## Why does the gap of PbTe open again when I keep compressing it?

**Question**

I need a strain coefficient for the band gap of lead telluride, so I looked at a series in which the rocksalt cell is squeezed or stretched evenly in all directions. The unstrained cell is the row at 34.896 Å³ per atom. The neighbouring rows differ from one another by 1 % of the unstrained edge length.

Rocksalt PbTe (two-atom cell) under uniform strain, computed with Ansatz 0.2.0 using r2SCAN with spin-orbit coupling, PAW potentials and plane waves up to 500 eV. The k mesh is 8×8×8, and the level filling uses Fermi–Dirac smearing with a width of 0.02 eV.

| volume (Å³/atom) | shortest distance (Å) | band gap (eV) | least direct gap (eV) |
| --- | --- | --- | --- |
| 30.874 | 3.137 | 0.206 | 0.206 |
| 31.849 | 3.170 | 0.101 | 0.101 |
| 32.844 | 3.202 | 0.007 | 0.007 |
| 33.860 | 3.235 | 0.077 | 0.077 |
| 34.896 | 3.268 | 0.151 | 0.151 |
| 35.954 | 3.301 | 0.217 | 0.217 |
| 37.032 | 3.333 | 0.273 | 0.273 |
| 38.132 | 3.366 | 0.321 | 0.321 |
| 39.254 | 3.399 | 0.361 | 0.361 |

From the largest cell downwards the gap shrinks, as I was told it should for this compound. It almost vanishes at 32.844 Å³ per atom, and then it grows again. The run at that volume is also flagged as a metal, although it reports a gap. That gap is smaller than the smearing, the artificial broadening of the level filling.

Is that row a bad calculation? Does a second mechanism take over at high pressure? And can I interpolate in this table, or take one slope from it and use it throughout?

**Answer**

The row is sound as far as its levels go, and no second mechanism has to take over: two bands that pass through each other account for both branches. What fails first is the reading of the printed gap as a quantity that varies smoothly with volume. A program sorts the levels by energy and reports the distance from the highest filled to the lowest empty one. That distance is never negative, so it cannot tell you which of two bands lies on top.

**How the numbers give it away**

Follow the three rows around the minimum. If the series had skipped 32.844, you would have seen 0.101 eV at 31.849 and 0.077 eV at 33.860, and you would have interpolated about 0.09 eV between them. The calculation gives 0.007 eV. Two harmless-looking neighbours hide a near closure between them.

Now put a minus sign before the gaps of the three smallest cells. The sequence becomes −0.206, −0.101, −0.007, 0.077 eV and so on up to 0.361 eV. The V has turned into one rising curve, and its steps shrink steadily from 0.105 eV at the compressed end to 0.040 eV at the stretched end. If 32.844 is counted as positive instead, the steps around it become 0.108, 0.070 and 0.074 eV, an irregularity that appears nowhere else.

A stricter test uses only the rows where no sign has to be chosen. Let $E$ be the signed gap and $x=\ln(V/V_0)$, with $V$ the volume and $V_0$ that of the unstrained cell. A least-squares parabola through the six rows from 33.860 upwards is

$$E \approx 0.151 + 2.33\,x - 4.63\,x^2 \quad \text{(in eV)}.$$

Take the row at 31.849, which had no part in the fit. There $x=\ln(31.849/34.896)=-0.091$, so the linear term gives −0.21 eV and the quadratic term −0.04 eV. Together with the constant of 0.151 eV this makes −0.10 eV, and the table prints 0.101 eV. The six larger cells thus predict the size of the gap on the far side of the minimum, provided that it is read as negative. Even at the smallest cell the parabola is off by only 0.003 eV.

**Why the two bands pass through each other**

In all nine rows both band edges lie at the point L of the Brillouin zone. The explanation of what happens there comes from standard bonding theory. At L the p orbitals of two Te atoms on opposite sides of a Pb atom enter the electron wave with opposite signs. The lobes that they point at the Pb atom then have the same sign, so their overlaps with its filled 6s orbital add up instead of cancelling.

Two levels that couple push each other apart. The Pb 6s level lies below the Te 5p level, so the coupling drives the Te 5p level upwards, and this raised level is the top of the valence band. The bottom of the conduction band is mainly Pb 6p. Spin-orbit coupling is expected to pull this level down strongly, which is a main reason the gap is small enough to close at all. The part of it that points along the direction of L is pushed up by the Te 5s level, but that level lies much deeper and pushes less.

Compression shortens the Pb–Te distance and strengthens both couplings. The valence top gains more than the conduction bottom, and the gap closes from below. This is the reverse of what happens in many semiconductors, whose gap widens under pressure. The same filled s shell on lead is at work in lead sulfide and lead selenide, whose gaps are also known to narrow under pressure.

When the two levels meet, they do not repel each other. The valence state at L is even under inversion through a Pb atom and the conduction state is odd, and states of different parity cannot mix. They therefore cross, and the state that was the conduction bottom becomes the valence top. Right beside L the states have no definite parity, so parity no longer forbids mixing there. That alone is not enough: without spin-orbit coupling the inverted bands would be expected to keep touching along a line around L. Spin-orbit coupling, which these runs include, lets them mix and avoid each other in every direction, and that is why a gap opens again beyond the crossing. The signed gap runs straight through zero, while its magnitude bounces off zero and draws your V.

The exchange of character is an inference from the smooth curve and from symmetry; the orbital make-up of the two states would confirm it directly. It has consequences for the material. The cells at 30.874 and 35.954 have nearly the same gap, 0.206 and 0.217 eV, but on this reading they are different kinds of insulator. By established theory, the inverted one is a topological crystalline insulator, which has conducting states on suitable surfaces.

**What the metal flag means**

The smearing width is 0.02 eV, almost three times the gap at 32.844. At that width the upper edge state at L is 46 % filled, where a true insulator at zero temperature would leave it empty. The metal flag is in keeping with this partial filling, and you should not call the row an insulator on the strength of its filling. But the flag does not show that the bands overlap: the levels of the same run are still 0.007 eV apart, and their positions fall on the curve set by the six larger cells. Take the row as a cell very close to the crossing, with the bands probably just inverted.

**Why one slope is not enough**

The usual shortcut is a constant deformation potential, the change of the gap per unit of $\ln V$. The two neighbours of the unstrained cell give 2.33 eV. Carried to 32.844, this slope predicts a gap of +0.01 eV, which is a small error in energy but the wrong band order. At the largest cell it predicts 0.43 eV where the calculation gives 0.36 eV.

Part of the change in slope is expected from orbital overlap, which grows ever faster as atoms approach. In the simplest picture the coupling varies as $1/d^2$, where $d$ is the shortest distance. If the coupling is small against the separation of the two levels, the push between them is the coupling squared divided by that separation. With a fixed separation it varies as $1/d^4$, and so does the slope against $\ln V$. At L six neighbours add up, so the coupling is probably not small, and the push would then vary more slowly than this. This gives the right direction: the gap responds more strongly in a compressed cell than in a stretched one.

The amount is another matter. Between the middle of the last step and the middle of the first, $d$ shrinks from about 3.38 to 3.15 Å, which should steepen the slope by a factor $(3.38/3.15)^4\approx1.3$. In the table it steepens from 1.4 to 3.4 eV, a factor of about 2.4. The competition between the two pushes cannot supply the rest: if both vary as $1/d^4$, so does their difference. The couplings may fall off faster than $1/d^2$, or other terms may contribute, such as overlap between more distant atoms. The gaps alone do not separate these possibilities. The level-repulsion picture is good for the direction of the trend, not for its curvature.

**Where the functional itself fails**

The unstrained cell has a gap of 0.151 eV. The measured low-temperature gap is roughly 0.19 eV, a recalled figure, so the agreement looks decent. But the calculated cell is too large: its edge is some 1 to 2 % longer than the measured one, again a rough recalled figure. Since stretching widens the gap, the oversized cell hides part of the error.

To see the error, compare at the real size of the crystal. Edges shorter by 1 and 2 % are the rows 33.860 and 32.844, with signed gaps of 0.077 and −0.007 eV. Against the measured gap they fall short by 0.11 and 0.20 eV, several times the 0.04 eV seen at the unstrained cell. The zero-point motion of the atoms is left out of the calculation and may account for part of this. The rest fits a known weakness of such functionals, which place empty bands too low relative to filled ones.

In a wide-gap material an error of 0.1 eV would be a correction to a number. Here it decides which band is on top. It also turns a familiar rule around. If the signed gap is too low throughout, the printed gap is too small on the stretched side but too large at the smallest cell, where a correction upwards brings the value closer to zero. "This functional underestimates gaps" holds for the signed quantity, not for the printed one.

The crossing itself inherits this uncertainty. A straight line between the signed gaps of 32.844 and 33.860 puts it at 32.9 Å³ per atom, and the calculated pressures of these two cells put it near 2.5 GPa. Each 0.01 eV of error in the gap moves that pressure by about 0.17 GPa. For a pressure, calculation and measurement should be compared at equal pressure, not at equal volume. The unstrained cell is under slight tension, −0.18 GPa, and interpolating to zero pressure gives a gap of about 0.14 eV, a shortfall of about 0.05 eV. If that shortfall stayed the same under pressure, correcting for it would raise the crossing pressure by 0.8 to 0.9 GPa.

**What to do with the table**

Interpolate the signed gap and take its magnitude at the end. For a strain coefficient, use the slope at the volume where your material operates, because it more than doubles from one end of the table to the other. Treat the existence of the crossing as the main result for the rocksalt structure, the only one calculated here, and its exact volume and pressure as estimates that depend on the functional.
